# Solution key: the two-particle S-matrix of the Hubbard chain

## (a) Premises and conventions

Spin-$\tfrac12$ fermions move on an infinite chain with sites $x\in\mathbb{Z}$, lengths in units of the lattice spacing $d$ and quasimomenta $k$ in units of $1/d$. The Hamiltonian is

$$H=-t\sum_{x,a}\left(c^\dagger_{x+1,a}c_{x,a}+c^\dagger_{x,a}c_{x+1,a}\right)+U\sum_x n_{x\uparrow}n_{x\downarrow},\qquad t>0, \tag{1}$$

with canonical anticommutators, $a\in\{\uparrow,\downarrow\}$, and $U$ real of either sign. The premises are one orbital per site, nearest-neighbour hopping equal for both spins, a purely on-site interaction, and exactly two particles. One particle has energy $\varepsilon(k)=-2t\cos k$ and group velocity $v(k)=2t\sin k$ in units of $d/\hbar$. The derivation holds for electrons and for fermionic atoms with two internal states.

Abbreviations:

$$s=\sin k_1-\sin k_2,\qquad u=\frac{U}{2t}. \tag{2}$$

Labels are chosen so that $s>0$, that is $v(k_1)>v(k_2)$. The operator $P$ permutes the two spin indices, $P|a\,b\rangle=|b\,a\rangle$. It obeys $P^2=1$, with $P=-1$ on the singlet and $P=+1$ on the three triplet states.

## (b) The Schrödinger equation in first quantisation

Write

$$|\Psi\rangle=\frac12\sum_{x_1,x_2}\sum_{a_1,a_2}\psi_{a_1a_2}(x_1,x_2)\,c^\dagger_{x_1a_1}c^\dagger_{x_2a_2}|0\rangle .$$

The operator product is odd under exchange of the pairs $(x_1,a_1)$ and $(x_2,a_2)$, so only the odd part of $\psi$ contributes. With $\psi$ read as a four-component spin vector,

$$\psi(x_1,x_2)=-P\,\psi(x_2,x_1). \tag{3}$$

The hopping term is bilinear and annihilates the vacuum, so by $[c^\dagger_\alpha c_\beta,c^\dagger_\gamma]=\delta_{\beta\gamma}c^\dagger_\alpha$ it shifts each creation operator in turn by one site, with no extra sign. The interaction multiplies a basis state by $U$ if $x_1=x_2$ and $a_1\ne a_2$, and by zero if $x_1\neq x_2$. Basis states with $x_1=x_2$ and $a_1=a_2$ vanish, so the factor may be written $U\delta_{x_1x_2}$ throughout. Comparing coefficients in $H|\Psi\rangle=E|\Psi\rangle$ gives

$$-t\left[\psi(x_1{+}1,x_2)+\psi(x_1{-}1,x_2)+\psi(x_1,x_2{+}1)+\psi(x_1,x_2{-}1)\right]+U\delta_{x_1x_2}\psi(x_1,x_2)=E\,\psi(x_1,x_2). \tag{4}$$

Equation (4) does not act on the spin indices. It commutes with $P$, so singlet and triplet can be solved separately.

## (c) The ansatz, and why it is general

Define for all integer arguments

$$f(x_1,x_2)=A\,e^{i(k_1x_1+k_2x_2)}+B\,e^{i(k_2x_1+k_1x_2)}, \tag{5}$$

with constant spin vectors $A$ and $B$, and set $\psi=f$ for $x_1\le x_2$. Condition (3) then fixes the other sector:

$$\psi(x_1,x_2)=-PB\,e^{i(k_1x_1+k_2x_2)}-PA\,e^{i(k_2x_1+k_1x_2)},\qquad x_1\ge x_2. \tag{6}$$

Both exponentials in (5) solve (4) without the $U$ term, with the same energy

$$E=-2t(\cos k_1+\cos k_2). \tag{7}$$

The form (5) loses no solution. Put $k_{1,2}=K/2\pm q$ with $-\pi<K\le\pi$ and $r=x_2-x_1$. Translation invariance allows $\psi=e^{iK(x_1+x_2)/2}\chi(r)$. Each hop changes $x_1+x_2$ by $\pm1$ and $r$ by $\pm1$, so (4) becomes

$$-2t\cos\tfrac K2\,\left[\chi(r+1)+\chi(r-1)\right]+U\delta_{r0}\,\chi(r)=E\chi(r). \tag{8}$$

For $K\ne\pi$ and $r\ge1$ this is a second-order difference equation with constant coefficients. Away from the band edges its general solution on $r\ge0$ is $\chi=Ae^{-iqr}+Be^{iqr}$, with $E=-4t\cos\frac K2\cos q$, which is (5) and (7). In these variables

$$s=2\cos\tfrac K2\,\sin q. \tag{9}$$

At fixed $K$ and $E$ only $q\to-q$ is open, so the collision returns the same pair $\{k_1,k_2\}$.

For $x_2-x_1\ge1$ all four neighbours in (4) have $x_1\le x_2$, where $\psi=f$, so (4) holds there. The region $x_1-x_2\ge1$ follows by (3). Two conditions remain, both on the doubly occupied site.

**Condition I, single value.** Forms (5) and (6) must agree at $x_1=x_2$: $A+B=-P(A+B)$, or

$$(1+P)(A+B)=0. \tag{10}$$

**Condition II, equation (4) at $x_1=x_2=x$.** Two neighbours, $(x,x+1)$ and $(x-1,x)$, lie in the sector $x_1<x_2$. The other two are $\psi(x+1,x)=-Pf(x,x+1)$ and $\psi(x,x-1)=-Pf(x-1,x)$. Hence

$$-t\,(1-P)\left[f(x,x+1)+f(x-1,x)\right]+Uf(x,x)=Ef(x,x). \tag{11}$$

## (d) Definition of the S-matrix

For $s>0$ the term $A\,e^{i(k_1x_1+k_2x_2)}$ with $x_1<x_2$ has the faster particle on the left, so it is incoming. The same exponential with $x_1>x_2$ has the faster particle on the right, so it is outgoing, and by (6) its amplitude is $-PB$. The S-matrix is the spin operator that carries the amplitude of this exponential across $x_1=x_2$:

$$-PB=S_{12}\,A. \tag{12}$$

The first spin index belongs to the particle with $k_1$ on both sides. Free particles have one plane wave in both sectors, so $S_{12}=1$ at $U=0$ in this convention.

## (e) Matching

**Triplet, $P=+1$.** Condition (10) gives $B=-A$, so $f(x,x)=0$. In (11) the factor $1-P$ vanishes as well, and the equation reads $0=0$. Then $-PB=A$, and

$$S_{\rm t}=1. \tag{13}$$

The spatial function is odd, vanishes on the shared site and never meets $U$.

**Singlet, $P=-1$.** Condition (10) is empty and (11) reads

$$-2t\left[f(x,x+1)+f(x-1,x)\right]+Uf(x,x)=Ef(x,x). \tag{14}$$

The function $f$ obeys the free equation at every point, the diagonal included:

$$-t\left[f(x+1,x)+f(x-1,x)+f(x,x+1)+f(x,x-1)\right]=Ef(x,x). \tag{15}$$

Subtracting (15) from (14) removes $E$:

$$-t\left[f(x,x+1)+f(x-1,x)-f(x+1,x)-f(x,x-1)\right]+Uf(x,x)=0. \tag{16}$$

Every term carries the factor $e^{iKx}$. Dividing it out, the four values are, in order, $Ae^{ik_2}+Be^{ik_1}$, $Ae^{-ik_1}+Be^{-ik_2}$, $Ae^{ik_1}+Be^{ik_2}$ and $Ae^{-ik_2}+Be^{-ik_1}$. The coefficient of $A$ in the bracket is $(e^{ik_2}-e^{-ik_2})-(e^{ik_1}-e^{-ik_1})=-2is$, and that of $B$ is $+2is$. So

$$-2its\,(B-A)+U(A+B)=0\quad\Longrightarrow\quad B\,(2its-U)=A\,(2its+U).$$

Dividing both brackets by $2it$ turns $U/(2it)$ into $-iu$. For the singlet $-PB=B$, so

$$S_{\rm s}=\frac BA=\frac{s-iu}{s+iu}=e^{2i\delta},\qquad \delta=-\arctan\frac us. \tag{17}$$

The phase shift is negative for repulsion, as it must be when the wave is pushed out of the shared site.

**Assembly.** The projectors are $\frac12(1+P)$ on the triplet and $\frac12(1-P)$ on the singlet. Then

$$S_{12}=\frac{1+P}2+\frac{s-iu}{s+iu}\,\frac{1-P}2=\frac{(s+iu)+(s-iu)+\left[(s+iu)-(s-iu)\right]P}{2(s+iu)},$$

which is the result:

$$\boxed{S_{12}=\frac{s+i\,(U/2t)\,P_{12}}{s+i\,U/2t},\qquad s=\sin k_1-\sin k_2} \tag{18}$$

## (f) Consequences

**Unitarity.** For real $s$, $(s-iuP)(s+iuP)=s^2+u^2=|s+iu|^2$, so $S^\dagger S=1$. Also $S(s)S(-s)=1$. Formula (18) at negative $s$ is therefore the inverse of the physical scattering matrix, and this is why the ordering $s>0$ belongs to the convention.

**Opposite spins.** Let $\uparrow$ come in with $k_1$ and $\downarrow$ with $k_2$. Then $S|{\uparrow\downarrow}\rangle=\tau|{\uparrow\downarrow}\rangle+\rho|{\downarrow\uparrow}\rangle$ with

$$\tau=\frac{s}{s+iu},\quad \rho=\frac{iu}{s+iu},\quad |\tau|^2=\frac{s^2}{s^2+u^2},\quad |\rho|^2=\frac{u^2}{s^2+u^2}. \tag{19}$$

With probability $|\tau|^2$ each spin keeps its momentum, and with probability $|\rho|^2$ the two spins swap momenta. Since $c^\dagger_{k_1\downarrow}c^\dagger_{k_2\uparrow}=-c^\dagger_{k_2\uparrow}c^\dagger_{k_1\downarrow}$, the reflection amplitude with the $\uparrow$ operator kept first is $-\rho=\tau-1$, the relation of a contact scatterer. Reversing the sign of $U$ conjugates $S$ and leaves the probabilities unchanged.

**Limits.** For $|u|\gg s$, $S=P+i(s/u)(P-1)+O(s^2/u^2)$: the momenta pass on and the spin order in space is preserved. The same holds for $s\to0$ at any $U\neq0$, where $S_{\rm s}\to-1$. For small momenta $s\to k_1-k_2$, and (18) becomes the S-matrix of the continuum gas $-\partial_1^2-\partial_2^2+2c\,\delta(x_1-x_2)$ with $c=u$, in units of $t$ and $d$, solved for spin-$\frac12$ fermions by Gaudin and by Yang in 1967.

**Bound pair.** A normalisable singlet needs $A=0$, $B\ne0$ and $\operatorname{Im}q>0$, which is the pole $s=-iu$. For $U<0$ take $q=i\kappa$, for $U>0$ take $q=\pi+i\kappa$, with $\kappa>0$. By (9) both cases give $2\cos\frac K2\sinh\kappa=|u|$, and with $\cosh^2\kappa=1+\sinh^2\kappa$,

$$E_{\rm b}=\operatorname{sgn}(U)\sqrt{U^2+16t^2\cos^2\tfrac K2}. \tag{20}$$

The pair lies below the two-particle band for attraction and above it for repulsion. Since $\sum_re^{-2\kappa|r|}=\coth\kappa$, the weight on the shared site is $\tanh\kappa$.

**Yang–Baxter relation.** Let $s_{ij}=\sin k_i-\sin k_j$, $s_{12}=\xi$, $s_{23}=\eta$, $s_{13}=\xi+\eta$. The claim is $S_{12}S_{13}S_{23}=S_{23}S_{13}S_{12}$. The denominators are numbers and cancel. In powers of $iu$, orders zero and one agree term by term. Let $C=P_{12}P_{13}=P_{23}P_{12}=P_{13}P_{23}$, so that $C^{-1}=P_{13}P_{12}=P_{12}P_{23}=P_{23}P_{13}$. At second order the left side is $\eta C+(\xi+\eta)C^{-1}+\xi C$ and the right side is $\xi C^{-1}+(\xi+\eta)C+\eta C^{-1}$. Both equal $(\xi+\eta)(C+C^{-1})$. At third order $P_{12}C=P_{13}$ and $P_{23}C^{-1}=P_{13}$. The proof uses the additivity of $s_{ij}$, which makes $\sin k$ the natural rapidity.

**Ring of $L$ sites, and a test of the sign.** For $x_1<x_2<x_1+L$, periodicity $\psi(x_1+L,x_2)=\psi(x_1,x_2)$ equates the coefficients of $e^{i(k_1x_1+k_2x_2)}$: $e^{ik_1L}S_{12}A=A$. For the singlet $e^{ik_1L}=(s+iu)/(s-iu)$, the two-particle case of the equations of Lieb and Wu (1968). The lowest state has $k_1=-k_2=q$ and $qL=2\arctan[u/(2\sin q)]$. For $L=6$ and $U=8t$ the root is $q=0.4519$, so $E=-4t\cos q=-3.598\,t$. Equation (8) on this ring, at $K=0$ and even in $r$, is the tridiagonal matrix on $r=0,1,2,3$ with diagonal $(8,0,0,0)\,t$ and off-diagonal $(-2\sqrt2,-2,-2\sqrt2)\,t$. Its lowest eigenvalue is also $-3.598\,t$.

## (g) Range of validity

1. For the model (1) with two particles, (18) is exact for all $U$ and all real momenta with $s>0$. At $K=\pi$ the relative hopping in (8) vanishes and there is no scattering problem: $E=0$ for $r\ne0$ and $E=U$ for $r=0$.
2. For wave packets, (19) holds when the spread of $s$ is small against $s$, and any external force changes $k_1,k_2$ little during the collision.
3. For more particles the Yang–Baxter relation makes the product of two-body matrices consistent. It is necessary and not sufficient: the many-body equation must also hold where three particles are adjacent. It does for two spin states, where no site holds three particles, and it fails for the analogous lattice model with three or more components. Excitations above a filled sea scatter with dressed matrices, not with (18).
4. Terms outside (1) keep the two-body structure $S_{\rm t}=1$, $|S_{\rm s}|=1$ as long as they act only through the shared site or slightly deform the band, but they change $\delta$, and they are in general expected to spoil many-body integrability. Two such terms can be sized exactly at $K=0$, $q=\pi/2$.

*Second-neighbour hopping $t_2$.* The relative dispersion is $\epsilon(p)=-4t\cos p-4t_2\cos2p$, the energy at $p=\pi/2$ is $4t_2$, and $E-\epsilon(p)=\cos p\,(4t+8t_2\cos p)$. The on-site Green function is $G=\int_{-\pi}^{\pi}\frac{dp}{2\pi}\,[E-\epsilon(p)+i0]^{-1}$. The two poles at $p=\pm\pi/2$, each with $|\epsilon'|=4t$, give $\operatorname{Im}G=-1/4t$. For the real part,

$$\frac1{\cos p\,(4t+8t_2\cos p)}=\frac1{4t\cos p}-\frac{2t_2/t}{4t+8t_2\cos p}.$$

The principal value of the first term vanishes by $p\to\pi-p$. The average of $1/(\alpha+\beta\cos p)$ is $1/\sqrt{\alpha^2-\beta^2}$ for $\alpha>|\beta|$, so $\operatorname{Re}G=-(2t_2/t)/\sqrt{16t^2-64t_2^2}\approx-t_2/2t^2$. The Lippmann–Schwinger equation gives $\chi(0)=1/(1-UG)$, and at large distance the scattered wave is $-(i/4t)\,U\chi(0)\,e^{iq|r|}$. Thus $\tau=(1-U\operatorname{Re}G)/(1-U\operatorname{Re}G+iU/4t)$, which is (19) at $s=2$ with

$$u\to u_{\rm eff}=\frac{u}{1-U\operatorname{Re}G}. \tag{21}$$

At $t_2=0$ this rederives (19) by a second route. The relative correction is about $-u\,t_2/t$, so a strong interaction magnifies a small $t_2$.

*Density-dependent hopping.* Let hops into and out of the shared site have amplitude $t'$. The equation at $r=1$ is free if its plane-wave continuation obeys $f(0)=(t'/t)\chi(0)$. The equation at $r=0$, $-4t'f(1)+(U-E)\chi(0)=0$, then becomes $-4tf(1)+(U-E)(t/t')^2f(0)=0$. At $E=0$ this is the singlet condition with $U\to U(t/t')^2$.

## (h) Numerical illustration: two $^6$Li atoms in a lattice tube

**Mapping.** The spin states are the two lowest hyperfine levels. Their energy difference only adds a constant, since $N_\uparrow$ and $N_\downarrow$ are conserved. At low temperature the $s$-wave contact interaction acts only in spatially even states, which for fermions are pseudospin singlets, as in (1).

**Inputs, all illustrative or approximate.** Mass $m\approx6.015$ u, laser wavelength $\lambda=1064$ nm, so $d=\lambda/2=532$ nm and $k_L=2\pi/\lambda$. The potential along each axis is $V\sin^2(k_Lx)$, with $V=8E_R$ along the tube and $V_\perp=36E_R$ in both transverse directions. The scattering length, tunable by a magnetic Feshbach resonance, is $a_s=60\,a_0$, chosen to bring $U/t$ near 8. The recoil energy is

$$E_R=\frac{h^2}{2m\lambda^2}=h\times29.3\ \text{kHz}.$$

**Hopping.** In plane waves $e^{i(\nu+2n)k_Lx}$, with lattice momentum $k=\pi\nu$, the identity $\sin^2\theta=\frac12-\frac14(e^{2i\theta}+e^{-2i\theta})$ gives a tridiagonal Hamiltonian with diagonal $(\nu+2n)^2E_R+V/2$ and off-diagonal $-V/4$. For $V=8E_R$ the lowest eigenvalue, in $E_R$, is $2.48604$ at $k=0$, $2.54514$ at $k=\pi/2$ and $2.60932$ at $k=\pi$. With $\varepsilon(k)=\bar\varepsilon-2t\cos k-2t_2\cos2k$ and longer hops dropped,

$$t=\tfrac14[\varepsilon(\pi)-\varepsilon(0)]=0.0308\,E_R=h\times0.90\ \text{kHz},$$

$$\frac{t_2}{t}=\frac{\varepsilon(\pi/2)-\frac12[\varepsilon(0)+\varepsilon(\pi)]}{4t}=-0.021 .$$

The mean of the band is $\bar\varepsilon=\frac14[\varepsilon(0)+2\varepsilon(\pi/2)+\varepsilon(\pi)]=2.546\,E_R$, and the gap to the second band at $k=\pi$ is $3.77\,E_R$. The same matrix at $36E_R$ gives a transverse hopping of $2\times10^{-4}E_R$, below one per cent of $t$, so the tube is isolated over a collision.

**Interaction.** To first order in $a_s$, $U=(4\pi\hbar^2a_s/m)\int|w|^4d^3r$ with $w$ the Wannier function. Approximate each Cartesian factor by $(\pi\sigma^2)^{-1/4}e^{-x^2/2\sigma^2}$ and set $y=(k_L\sigma)^2$. Its energy is $E_R/2y+\frac V2(1-e^{-y})$, which is stationary at $y^2e^{-y}=E_R/V$. The small roots are $y=0.4407$ along the tube and $y_\perp=0.1826$ across it. The axial energy is then $2.560\,E_R$, close to $\bar\varepsilon$, which is the energy of the true Wannier function. Each factor gives $\int w^4dx=1/(\sqrt{2\pi}\,\sigma)$. With $\hbar^2/m=2E_R/k_L^2$ and $k_La_s=0.01875$,

$$\frac{U}{E_R}=\sqrt{\frac8\pi}\,\frac{k_La_s}{\sqrt y\;y_\perp}=0.247,\qquad U=h\times7.2\ \text{kHz},\qquad \frac Ut=8.0 .$$

Four digits of $y$ are carried only as intermediates. A hopping near 1 kHz and $U/t$ near 8 are typical of $^6$Li lattices of this spacing, and the inputs were chosen to that end.

**Collision.** Take $k_1=\pi/2$ for $\uparrow$ and $k_2=-\pi/2$ for $\downarrow$. Then $K=0$, $E=0$, and $s=2$, its largest value. The relative speed is $2ts\,d/\hbar=12$ mm/s. With $u=4.0$,

$$S_{\rm s}=\frac{2-4i}{2+4i}=-0.60-0.80\,i,\qquad\delta=-63^\circ,\qquad|\tau|^2=0.20,\qquad|\rho|^2=0.80 .$$

The repulsively bound pair at $K=0$ lies at $E_{\rm b}=8.9\,t$ by (20), with weight $\tanh\kappa=0.89$ on the shared site from $\sinh\kappa=2$. It lies outside the band $|E|\le4t$ and cannot form in a two-body collision.

**Size of the neglected terms.** By (19), $d\ln|\tau|^2/d\ln U=-2u^2/(s^2+u^2)=-1.6$, so shifts of $U$ are amplified. Higher bands lie far away, $U$ being $0.07$ of the gap. They correct $U$ at relative order $a_s/\sigma_\perp$, and $a_s=3.2$ nm with $\sigma_\perp=72$ nm gives $0.04$. Second-neighbour hopping gives $U\operatorname{Re}G=0.08$, so (21) yields $u_{\rm eff}=4.4$ and $|\tau|^2=0.17$. Density-dependent hopping typically raises $t'$ above $t$ by a few per cent for repulsion at this depth and $U/t$. Each per cent lowers the effective $U$ by two per cent, which works against the $t_2$ shift and is of similar size. The second digit of $0.20$ therefore belongs to the Hubbard model at $U/t=8$ and not to the atoms. For the tube with these illustrative inputs the model supports one figure: even in the fastest collision the band allows, the two spins pass through each other with probability about $0.2$ and swap momenta with probability about $0.8$.